Q: These are computed energy levels of silver in a hexagonal close-packed crystal, at six wave vectors k. The last column runs from 0.20 eV at K to 13.74 eV at A. Does silver almost lose its gap at K and behave like an insulator at A?

Kohn-Sham bands of hexagonal close-packed silver, computed with Ansatz 0.2.0 in the LDA (plane waves to 420 eV, PAW datasets made for PBE, scalar-relativistic, no spin polarisation) on an unrelaxed cell, with a 13×13×7 k-mesh and Fermi-Dirac smearing of 0.1 eV. Band v1 is the highest that is filled at some mesh point, and c1 is the next one up.

| k-point | coordinates (reciprocal vectors of the computed cell, not always the standard one) | band v3 (eV from the Fermi level) | band v2 (eV from the Fermi level) | band v1 (eV from the Fermi level) | band c1 (eV from the Fermi level) | band c2 (eV from the Fermi level) | c1 less v1 (eV) |
| --- | --- | --- | --- | --- | --- | --- | --- |
| Gamma | 0 0 0 | -2.98 | -2.98 | -0.25 | 3.09 | 15.37 | 3.34 |
| M | 0.5 0 0 | -2.75 | 0.11 | 1.32 | 6.42 | 6.76 | 5.10 |
| K | 0.333 0.333 0 | -3.01 | 2.82 | 2.82 | 3.02 | 8.72 | 0.20 |
| A | 0 0 0.5 | -3.26 | -3.26 | -3.26 | 10.48 | 10.48 | 13.74 |
| L | 0.5 0 0.5 | -2.80 | 0.80 | 0.80 | 4.08 | 4.08 | 3.28 |
| H | 0.333 0.333 0.5 | -2.95 | 3.85 | 3.85 | 5.25 | 5.25 | 1.40 |

A: It does neither. Three rough sizes help here: the top of silver's 4d levels shifts by about half an electronvolt between these points, the broad sp levels shift by several, and the lattice splits sp levels of equal energy by up to about three. The last column mixes all three, because bands v1 and c1 are numbered by energy and not by kind. At M, K, L and H both lie above the Fermi level, the energy up to which electrons fill the bands, so the column there measures the distance between two empty levels.

Q: Then what does band v1 stand for?

A: It is a place in a queue. Leave out the deep 4s and 4p levels, count the 4d and sp bands from the bottom, and v1 is the twelfth. Ten of the twelve places go to 4d levels, five from each atom of the cell. The two atoms bring 22 electrons to these bands, enough to fill eleven. Yet at Gamma and A the twelfth is filled as well, while at M, K, L and H even the eleventh lies above the Fermi level. Bands that are filled at some wave vectors and empty at others make the crystal a metal.

Q: How can I tell which kind of state holds the twelfth place?

A: Start with the d levels. Band v3 stays within 0.51 eV over all six points, whereas band v1 spans 7.11 eV. That flatness is what tight binding predicts for compact 4d orbitals: they overlap little with their neighbours, so their energy depends much less on k than that of the sp levels. Reading v3 as the top of the d levels is an inference from this flatness and from the count of bands.

The broad levels need the opposite picture. Treat the one sp electron of each atom as free, with energy ħ²k²/2m, where ħ²/2m is 3.81 eV Å². In a crystal, waves that differ by a reciprocal lattice vector belong to the same k-point, so each point has a ladder of such energies. Waves of equal energy form a rung, and the twelfth place depends on how many waves lie below the d top.

Q: Could you work that out for one point?

A: Take Gamma. The lowest wave there has k = 0 and sits at the bottom of the free-electron band. The next two run up and down the hexagonal axis with k = 2π/c. With c = 4.8464 Å this is 1.296 Å⁻¹, and the energy is 3.81 × 1.296² = 6.40 eV above the band bottom.

Now place the Fermi level. One electron in 18.44 Å³ gives a Fermi wave vector of (3π²/18.44)^(1/3) = 1.171 Å⁻¹, hence a Fermi energy of 3.81 × 1.171² = 5.22 eV. The two waves should therefore lie 6.40 − 5.22 = 1.18 eV above the Fermi level. The computed levels v1 and c1 are at −0.25 and 3.09 eV, with a mean of 1.42 eV. The estimate is 0.24 eV below that mean, and it used only the size of the cell and the number of electrons.

The queue at Gamma is then clear. One sp wave lies below the d top, ten d levels follow, and the twelfth place goes to the lower of the two waves just worked out.

Q: The mean fits, but the two levels are more than 3 eV apart. Free electrons would make them equal.

A: Here the atoms come in. The two waves combine into a cosine and a sine along the axis. The atomic layers are c/2 apart, so the cosine can have a crest or a trough on every layer while the sine has its zeros there. The two patterns meet the atoms differently, so nothing keeps their energies equal.

For the simplest model, let each atom repel the smooth sp wave at a single point. The repulsion stands for the need of the sp wave to stay orthogonal to the inner shells, and its fitted strength also takes in any push from the d levels below. The cosine then rises and the sine does not. The computed 3.34 eV at Gamma sets the strength of this repulsion, so Gamma is no test of it; the other points are.

Q: Why, then, is the distance four times as large at A?

A: Because A has two sp waves below the d top where Gamma has one. At A the lowest waves have k = ±π/c, half the value just used, and so a quarter of the energy: 6.40/4 = 1.60 eV above the band bottom. That is 5.22 − 1.60 = 3.62 eV below the Fermi level, deeper than the d top at −3.26 eV. Two sp waves and ten d levels fill all twelve places, and v1 is now a d level.

The estimate clears the d top by only 0.36 eV, too little to trust by itself. The table supports it, though: v1, v2 and v3 coincide at A. Two plane waves can supply at most two equal levels, so a group of three or more at the top points to d orbitals.

Band c1 has to wait for the next rung, at k = ±3π/c. Its energy is nine times 1.60 eV, or 14.4 eV above the band bottom and about 9.2 eV above the Fermi level. The computed value is 10.48 eV, so the free-electron estimate is 1.3 eV too low, its poorest result among the rungs seen in full. Still, it explains the 13.74 eV: this is a climb from a d level to a high rung of the sp ladder.

Q: Would an experiment find that same distance?

A: I wouldn't expect it to. Ordinary silver is face-centred cubic, not hexagonal, and Kohn-Sham levels aren't measured excitation energies. The local density approximation places the d levels of silver too close to the Fermi level, which by itself shortens the distance at A. The cell is also stretched: the calculation finds it under a tension of about 13 GPa. A smaller cell would set the rungs of the sp ladder further apart, since their energies grow as one over length squared. The comparison with free electrons is fair because both use the same cell.

Q: And K, where the two levels almost touch?

A: At K three waves share one rung. They lie in the plane of the layers, with k = 4π/(3a) = 1.413 Å⁻¹ for a = 2.9645 Å, which gives 7.61 eV above the band bottom and 2.38 eV above the Fermi level. The computed levels are a pair at 2.82 eV and a single level at 3.02 eV. No sp wave lies below the d top here, so the pair takes places eleven and twelve, and c1 is the third member of the same rung. A small distance is possible because all three start out equal.

Q: Does the point repulsion also give the 0.20 eV?

A: No, and this is where the simple picture breaks. The three waves can be combined so that one pattern peaks on the atoms of the first layer, one on those of the second, and one in the empty channels between them. Repulsion at the atoms should raise the first two and leave the channel wave lowest, 2.5 eV below the pair. The calculation puts the single level above the pair, by only 0.20 eV.

Q: Perhaps the repulsion is just too crude. Would a smoother potential do better?

A: The M row lets us check. M has two waves on its lowest sp rung, and they are coupled by the same Fourier component of the potential that couples the three waves at K. If its size is U, a weak potential splits the levels by 2U at M and by 3U at K. The computed splitting at M is 1.32 − 0.11 = 1.21 eV, so K should show about 1.8 eV, whatever the shape of the potential.

The computed splitting is a ninth of that. A weak potential that acts alike on every kind of wave therefore fails at K. My guess is that much of the splitting at Gamma and M comes from the filled d levels, which push sp waves up from below. There they lift the two waves very unequally, but at K they lift all three by similar amounts, the channel wave most. On both layers the channel wave mixes with the d orbitals whose lobes lie in the plane. Each wave of the pair does so on one layer only; on the other, where it peaks, it mixes more weakly, with the d orbital that points along the axis. These energies alone can't confirm the guess. Spin-orbit coupling, left out here, could also change a distance as small as 0.20 eV.

Q: So should I give up the repulsion model altogether?

A: Keep it for what it gets right. At L four waves share a rung, and the model predicts that they split into two pairs as far apart as the two levels at Gamma. The computed distance is 3.28 eV against 3.34 eV at Gamma, and L played no part in setting the strength. At M the model gives 1.67 eV where the calculation has 1.21 eV, so there it catches only the rough size.

The model fails at H too, which shares its in-plane waves with K. Six waves form the rung, and the model leaves the lowest four equal. The calculation separates them into two pairs 1.40 eV apart, and that is the entry in the last column.

Q: Why do the levels come in pairs at A, L and H?

A: Those points lie on the hexagonal face of the Brillouin zone. The crystal maps onto itself under a half turn combined with a shift by c/2. On that face, this operation together with time reversal turns each state into a different one of the same energy. The pairing is thus a matter of symmetry as long as spin-orbit coupling is left out, and it holds for d and sp levels alike.

Q: One row is left. M has 5.10 eV although its own rung splits by only 1.21 eV.

A: Both waves of that rung are already used up. With no sp wave below the d top, they take places eleven and twelve, and c1 must come from the next rung. That rung adds a wave vector of 2π/c along the axis, which costs 6.40 eV for free electrons. The actual step is shorter, because v1, the upper level of its split rung, lies above the free-electron energy of that rung, and c1 lies below that of the next.

Q: How would I use this on another metal of this kind?

A: Mark the narrow d levels first, then build the free-electron ladder from the cell edges and the number of sp electrons. Count upwards until you reach the band you want. If the next band is on the same rung, expect a splitting of at most a few electronvolts; if it is on a higher rung, start from the distance between the two rungs, which the cell edges give. If the band you want is itself a d level, as at A, measure from that level to the next rung instead. The ladder is the dependable part. The splitting inside a rung needs a real calculation, as K and H show.
